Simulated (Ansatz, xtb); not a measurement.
**Relative energy of two isomers of C3H9OPSi**

We compare I, `P[Si@@H]1CCCO1`, a singlet, with II, `C=CO[Si@H](C)P`, a singlet. Both are isolated molecules in the gas phase, relaxed with PBE0-D3(BJ)/def2-SVP, each in the lowest conformer that the search found.

Quicker runs give these differences E(II) − E(I): GFN2-xTB +21.5 kcal/mol; HF/STO-3G +39.6 kcal/mol (at GFN2-xTB geometries); r2SCAN-D4/def2-SVP +12.0 kcal/mol (at GFN2-xTB geometries).

Task: Estimate E(II) − E(I) at the level CCSD(T)/def2-SVP + ΔMP2/def2-TZVPP.

Result: Calculated at CCSD(T)/def2-SVP + ΔMP2/def2-TZVPP: E(II) − E(I) = +10.6 kcal/mol, so structure I lies lower.

Level by level:

| level | geometry | E(II) − E(I) (kcal/mol) | departure from the last row (kcal/mol) | job, with rough time for the two |
| --- | --- | --- | --- | --- |
| GFN2-xTB | GFN2-xTB | +21.5 | +10.9 | optimisation, 0.26 s |
| HF/STO-3G | GFN2-xTB | +39.6 | +29.0 | single point, 0.28 s |
| r2SCAN-D4/def2-SVP | GFN2-xTB | +12.0 | +1.3 | single point, 3.1 s |
| PBE0-D3(BJ)/def2-SVP | PBE0-D3(BJ)/def2-SVP | +14.5 | +3.9 | optimisation, 45 s |
| HF/def2-SVP | PBE0-D3(BJ)/def2-SVP | +8.5 | −2.1 | part of the CCSD(T) run |
| MP2/def2-SVP | PBE0-D3(BJ)/def2-SVP | +13.3 | +2.6 | part of the CCSD(T) run |
| CCSD(T)/def2-SVP | PBE0-D3(BJ)/def2-SVP | +11.5 | +0.8 | single point |
| CCSD(T)/def2-SVP + ΔMP2/def2-TZVPP | PBE0-D3(BJ)/def2-SVP | +10.6 |  | single point, 37 s |

As drawn, II has 1 C=C in place of 2 C–C. Structure I has a 5-membered ring, II no ring.

The levels shown agree on the order. The largest departure from CCSD(T)/def2-SVP + ΔMP2/def2-TZVPP is that of HF/STO-3G, 29.0 kcal/mol. The last row adds to CCSD(T) the change of the MP2 difference between the two basis sets, here −0.8 kcal/mol.

With thermal terms from frequencies at re-optimised GFN2-xTB minima (ideal gas, soft modes damped towards free rotors, one conformer each, 298.15 K, 1 atm): the zero-point term adds −3.4 kcal/mol; ΔH is +8.6 and ΔG +5.2 kcal/mol.

The correlated steps freeze 14 core orbitals. Codes used: Ansatz 0.2.0, xtb 6.7.1; the last row on 4 threads of Arm Neoverse V2 on a shared host.

The cyclic isomer is favoured mainly because ring closure exchanges the π component of a C=C bond for a C–C σ bond, while the Si–O, Si–P, Si–C, Si–H and C–O bond counts stay the same. The σ bond is the stronger of the two, and a five-membered oxasilolane ring carries too little strain to cancel the gain. Conjugation of the oxygen lone pair with the vinyl group stabilises II and probably keeps the gap moderate. The outlying HF/STO-3G value probably reflects a minimal basis too inflexible to balance π against σ bonding.

Vibrational and entropic effects work against the ring: the open chain has softer torsional modes, and the preference falls from +10.6 kcal/mol in electronic energy to +5.2 kcal/mol in free energy. I therefore remains the thermodynamically preferred isomer of this pair, though by a clearly smaller margin. The energies say nothing about the barrier between the two, so II could still persist kinetically.
